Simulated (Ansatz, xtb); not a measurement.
# Ligand exchange: C3H7Br + SiH3(OH) → C3H8O + SiH3Br

Species: C3H7Br (1-bromopropane) `CCCBr`, singlet; SiH3(OH) (silanol), singlet; C3H8O (1-propanol) `CCCO`, singlet; SiH3Br `[SiH3]Br`, singlet. The partners trade Br for OH: C–Br and Si–OH bonds give way to C–OH and Si–Br.

Shapes, held fixed at every level: PBE0-D4/def2-TZVP. Flexible molecules stand in one conformer, not always the lowest. Programs: Ansatz 0.2.0, xtb 6.7.1. Electronic energies: no zero-point or thermal term.

Estimate ΔE of this reaction.

The highest level, CCSD(T)/def2-TZVPP, gives ΔE = +34.4 kJ/mol; the levels span -74.3 to +34.4. They disagree on the sign: 8 of 9 are positive. GFN0-xTB strays far from the other rows. The column of differences is taken from that level and isn't an error. No measured value is set beside it here. Relativity is left out for Br. Outer-core shells of Br are correlated in most correlated rows, in sets that cover them unevenly. Times are processor times on shared x86 and Arm servers, and rough.

| level | kind | ΔE (kJ/mol) | less CCSD(T)/def2-TZVPP | CPU time (sum over the molecules) |
| --- | --- | --- | --- | --- |
| GFN0-xTB | semi-empirical | -74.3 | -108.7 | 0.18 s |
| HF/def2-TZVPP | Hartree–Fock | +24.7 | -9.7 | – |
| B3LYP-D4/def2-TZVPP | global hybrid | +31.7 | -2.7 | 33 s |
| PBE0-D4/def2-TZVPP | global hybrid | +22.8 | -11.6 | 21 s |
| wB97M-V/def2-TZVPP | range-separated hybrid | +28.5 | -5.9 | 86 s |
| wB97X-V/def2-TZVPP | range-separated hybrid | +26.4 | -8.0 | 61 s |
| B2PLYP/def2-TZVPP | double hybrid | +33.1 | -1.3 | 42 s |
| CCSD/def2-TZVPP | coupled cluster or CI | +32.9 | -1.5 | – |
| CCSD(T)/def2-TZVPP | coupled cluster or CI | +34.4 | 0.0 | 14 min |

The exchange is uphill at every level except GFN0-xTB: silicon keeps the hydroxyl group and carbon keeps the bromine. Both ligands bind more strongly to silicon than to carbon, but the gain is larger for oxygen. Silicon is more electropositive than carbon, so its bond to the small, hard, strongly electronegative oxygen has a large ionic component, probably helped by donation from the oxygen lone pairs into antibonding orbitals on the silyl group. Bromine, larger and less electronegative, gains less from the same change of partner.

Hartree–Fock already gives +24.7 kJ/mol, so most of the preference is present without electron correlation, and the perturbative triples move the CCSD value only from +32.9 to +34.4. The negative GFN0-xTB value contradicts the well-known oxophilicity of silicon and probably reflects its non-self-consistent treatment of charge in these polar bonds. With a triple-zeta reference, the small differences among the better density functionals don't establish a ranking of their accuracy.
